## Appendix: sign and $\ln 10$ in the pump–probe signal, worked for the 1S bleach of CdSe quantum dots

The attempt in section A.3 is wrong and is shown in order to be diagnosed. Sections A.1 and A.2 hold the correct steps that it shares with the mended calculation.

### A.1 Conventions and the heterodyned signal

Atomic units with Gaussian fields are used ($\hbar=e=m_e=1$, $c=137.036$). Real fields are $E=\mathrm{Re}[\mathcal E(z)\,e^{i(kz-\omega t)}]$ and $P=\mathrm{Re}[\mathcal P(z)\,e^{i(kz-\omega t)}]$, with $k=n\omega/c$ and $n$ the background index. Transmittance is $T=I(l)/I(0)$, absorbance is decadic, $A=-\log_{10}T$, the coefficient $\alpha$ is Napierian, $T=e^{-\alpha l}$, and $\Delta$ means pump on minus pump off. The delay exceeds the pulse durations and the dephasing time, so each spectral component of the probe meets populations only.

For a slowly varying envelope the wave equation $\partial_z^2E-(n^2/c^2)\partial_t^2E=(4\pi/c^2)\partial_t^2P$ becomes $2ik\,\partial_z\mathcal E=-(4\pi\omega^2/c^2)\mathcal P$, that is

$$\partial_z\mathcal E=\frac{2\pi i\omega}{nc}\,\mathcal P .\tag{1}$$

With $I=nc|\mathcal E|^2/8\pi$,

$$\frac{dI}{dz}=\frac{nc}{4\pi}\,\mathrm{Re}(\mathcal E^*\partial_z\mathcal E)=-\frac{\omega}{2}\,\mathrm{Im}(\mathcal E^*\mathcal P),\tag{2}$$

which equals $-\langle E\,\partial_tP\rangle$, the cycle-averaged work done by the medium on the field. Two interactions with the pump and one with the probe give a third-order polarization along $\mathbf k_{pu}-\mathbf k_{pu}+\mathbf k_{pr}=\mathbf k_{pr}$. Its field travels with the probe, which acts as local oscillator, and the pump-induced part of (2) is $-(\omega/2)\,\mathrm{Im}(\mathcal E_{pr}^*\mathcal P^{(3)})$, linear in $\mathcal P^{(3)}$. Writing $\mathcal P^{(3)}=\Delta\chi\,\mathcal E_{pr}$, with $\Delta\chi$ proportional to the pump fluence, this part is $-\Delta\alpha\,I$ with

$$\Delta\alpha=\frac{4\pi\omega}{nc}\,\mathrm{Im}\,\Delta\chi .\tag{3}$$

For a transition $a\to b$ at $\omega_0$ with dephasing rate $\gamma$ and effective dipole $\mu$ (local-field factor and orientational average absorbed), the rotating-wave equation $\dot\rho_{ba}=-i(\omega_0-i\gamma)\rho_{ba}+\tfrac{i}{2}\mu\mathcal E e^{-i\omega t}(\rho_{aa}-\rho_{bb})$ has a steady state that gives, for number density $N$,

$$\chi=\frac{N\mu^2(\rho_{aa}-\rho_{bb})}{\omega_0-\omega-i\gamma}.\tag{4}$$

Population in the lower level gives $\mathrm{Im}\chi>0$ and loss, population in the upper level gives gain, both with the cross section $\sigma=4\pi\omega\mu^2\gamma/\{nc[(\omega_0-\omega)^2+\gamma^2]\}$. Moving a density $N_e$ (averaged over the path) into the excited state removes ground-state absorption (GSB), adds stimulated emission (SE) and adds excited-state absorption (ESA):

$$\Delta\alpha=N_e(\sigma_{ESA}-\sigma_{GSB}-\sigma_{SE}).\tag{5}$$

In a closed two-level system $\rho_{aa}-\rho_{bb}=1-2N_e/N$, so $\sigma_{GSB}=\sigma_{SE}=\sigma$, $\sigma_{ESA}=0$ and $\Delta\alpha=-2N_e\sigma$. To first order in the pump-induced change,

$$\frac{\Delta T}{T}=e^{-\Delta\alpha\,l}-1\simeq-\Delta\alpha\,l .\tag{6}$$

### A.2 The 1S band of a CdSe dot

A dot is not a two-level system. In a state-filling model the 1S band connects $g_e$ electron states with $g_h$ hole states, and $\sigma$ is the sum over all pair transitions. Let one exciton be spread evenly over the $g_eg_h$ pair states, and neglect level shifts. A given pair transition absorbs when both its states are empty and emits when both are filled, with probabilities that are the same for every pair, so

$$\sigma_{GSB}=\sigma,\qquad \sigma_{ESA}=\Big(1-\frac1{g_e}\Big)\Big(1-\frac1{g_h}\Big)\sigma,\qquad \sigma_{SE}=\frac{\sigma}{g_eg_h},$$

$$\Delta\alpha=-N_e\sigma\Big(\frac1{g_e}+\frac1{g_h}\Big).\tag{7}$$

The case $g_e=g_h=1$ returns $-2N_e\sigma$. For the $1S_e$ and $1S_{3/2}$ levels, $g_e=2$ and $g_h=4$, so $\sigma_{ESA}=3\sigma/8$ (absorption to the biexciton), $\sigma_{SE}=\sigma/8$ and $\Delta\alpha=-\tfrac34N_e\sigma$.

The inputs, typical and approximate for dots near 4 nm in diameter, are a 1S peak at 2.1 eV ($\omega=0.0772$), a peak cross section $\sigma=30\,a_0^2$ and a solvent index $n=1.5$. The chosen conditions are $l=1$ mm $=1.890\times10^7a_0$, $A_0=0.300$ at the peak, and a fraction $x=N_e/N=0.10$ of dots holding one relaxed exciton, at a delay after multiexcitons have decayed to single excitons. Then

- $\alpha_0l=A_0\ln10=0.6908$ and $N=\alpha_0/\sigma=1.218\times10^{-9}a_0^{-3}$,
- $N_e=1.218\times10^{-10}a_0^{-3}$ and $\Delta\alpha=-2.74\times10^{-9}a_0^{-1}$,
- $\mathrm{Im}\,\Delta\chi=-5.8\times10^{-7}$ from (3),
- $\Delta\alpha\,l=-0.0518$, so $\Delta T/T\simeq+0.0518$ from (6).

### A.3 The wrong attempt

**This section is wrong; its result must not be used.**

(W1) From (5) and (6), $\Delta T/T=lN_e(\sigma_{GSB}+\sigma_{SE}-\sigma_{ESA})=+0.0518$.

(W2) Absorbance is the decadic form of the same signal, and differentiating a power of ten brings down $\ln10$, hence $\Delta A=\ln10\;\Delta T/T$.

(W3) Therefore $\Delta A=\ln10\;lN_e(\sigma_{GSB}+\sigma_{SE}-\sigma_{ESA})=+0.1193$, about $+119$ mOD (1 mOD $=10^{-3}$ in $A$). **Wrong.**

### A.4 Symptoms

Three tests expose the result without any further input.

*Sign.* Line W1 says that more probe light passes the pumped sample, and line W3 says that the sample absorbs more. Both cannot hold.

*Bound.* $A$ and $\alpha l$ are proportional, so $\Delta A/A_0=\Delta\alpha/\alpha_0$ and no $\ln 10$ can survive in this ratio. By (7), $\Delta A/(xA_0)=-(1/g_e+1/g_h)$ lies between $-2$ and $0$ for any degeneracies. The attempt gives $\Delta A/A_0=+0.398$ and $\Delta A/(xA_0)=+3.98$, which exceeds in magnitude even the two-level limit and equals $\tfrac34(\ln10)^2$.

*Round trip.* Inserting W3 into the definition $T=10^{-A}$ gives $\Delta T/T=10^{-0.1193}-1=-0.240$, whereas the calculation started from $+0.0518$.

### A.5 The faulty line

W1 is correct and W3 follows from W2, so the fault is W2. Differentiating $T=10^{-A}=e^{-A\ln10}$ gives $dT/T=-\ln10\;dA$. The factor $\ln10$ multiplies $dA$, and it comes with a minus sign. W2 has dropped the sign and put the factor on the wrong side. The correct relation is

$$\Delta A=-\log_{10}\!\Big(1+\frac{\Delta T}{T}\Big)\simeq-\frac{1}{\ln10}\frac{\Delta T}{T}.\tag{8}$$

### A.6 The mended calculation

Inserting the exponential form of (6) into (8) gives $\Delta A=\Delta\alpha\,l/\ln10$ with no expansion, and with (5)

$$\boxed{\Delta A=\frac{l}{\ln10}\,N_e\,(\sigma_{ESA}-\sigma_{GSB}-\sigma_{SE})}\tag{9}$$

Bleach and emission are negative in $\Delta A$ and positive in $\Delta T/T$; induced absorption has the opposite signs. Since $A_0=N\sigma l/\ln10$, (7) and (9) give

$$\Delta A=-xA_0\Big(\frac1{g_e}+\frac1{g_h}\Big)=-0.0225 ,$$

made up of $-30.0$ mOD of bleach, $-3.75$ mOD of emission and $+11.25$ mOD of absorption to the biexciton. The round trip closes: $10^{0.0225}-1=+0.0532$, which is $e^{0.0518}-1$.

In laboratory units, $\sigma=8.4\times10^{-16}$ cm$^2$, $N=8.2\times10^{15}$ cm$^{-3}$ (14 µM), $\Delta\alpha=-0.518$ cm$^{-1}$, $\mathrm{Im}\,\Delta\chi=-7.3\times10^{-6}$ in the SI convention (a factor $4\pi$ larger), and $\Delta A=-22.5$ mOD within the model.

### A.7 Size of the error

The ratio of W3 to (9) is $-(\ln10)^2=-5.30$, whatever the cross sections. Here the attempt is off by 142 mOD on a signal of $-22.5$ mOD. The possible partial slips are listed below, each applied to $\Delta T/T=+0.0518$.

| Rule used for $\Delta A$ | Result (mOD) | Ratio to (9) |
|---|---|---|
| $-(\Delta T/T)/\ln10$, correct | $-22.5$ | $1$ |
| $+(\Delta T/T)/\ln10$ | $+22.5$ | $-1$ |
| $-\Delta T/T$ | $-51.8$ | $2.30$ |
| $+\Delta T/T$ | $+51.8$ | $-2.30$ |
| $-\ln10\;\Delta T/T$ | $-119$ | $5.30$ |
| $+\ln10\;\Delta T/T$, line W2 | $+119$ | $-5.30$ |

If only the sign is repaired and the magnitude is read back through $|\Delta A|=\tfrac34xA_0$, the excited fraction comes out as $0.53$ in place of $0.10$. With Poisson statistics of absorption, $x=1-e^{-\langle N\rangle}$, the mean number of absorbed photons per dot becomes $0.76$ in place of $0.105$, and a weakly pumped sample is assigned to the multiexciton regime.

The neglected terms are to be set against this.

- *Terms quadratic in the signal.* The exponential raises $\Delta T/T$ from $0.0518$ to $0.0532$, by 2.6 %. About half of that is the intensity of the signal field itself, $|\mathcal E_s|^2/|\mathcal E_{pr}|^2=(\Delta\alpha\,l/2)^2=6.7\times10^{-4}$ for a purely absorptive $\Delta\chi$, as at the centre of an unshifted symmetric line; the rest is the repeated action of $\Delta\chi$ along the path. The logarithm in (8) accounts for both.
- *Pump saturation.* Third order gives $x=\langle N\rangle$. The difference between $0.105$ and $0.10$, about 5 %, belongs to fifth and higher orders.
- *Biexciton shift.* For a typical shift of 20 meV and a Gaussian band of typical full width 100 meV, the ESA at the peak falls by the factor $\exp[-4\ln2\,(20/100)^2]=0.895$, and $\Delta A$ moves to $-23.7$ mOD.
- *Hole distribution.* This term rivals the signal. Fine structure and higher hole levels alter the effective $g_h$. For $g_h=2$ the result is $-30$ mOD, and for a hole spread over many states ($g_h\to\infty$) it is $-15$ mOD. The closed two-level formula, which does not apply to the dot, would give $-60$ mOD.

The physical estimate for these inputs is therefore a bleach of roughly $-15$ to $-30$ mOD. The value $+119$ mOD has the opposite sign and four times the largest magnitude in that range, and the factor $-(\ln10)^2$ between W3 and (9) is untouched by any choice of dot model.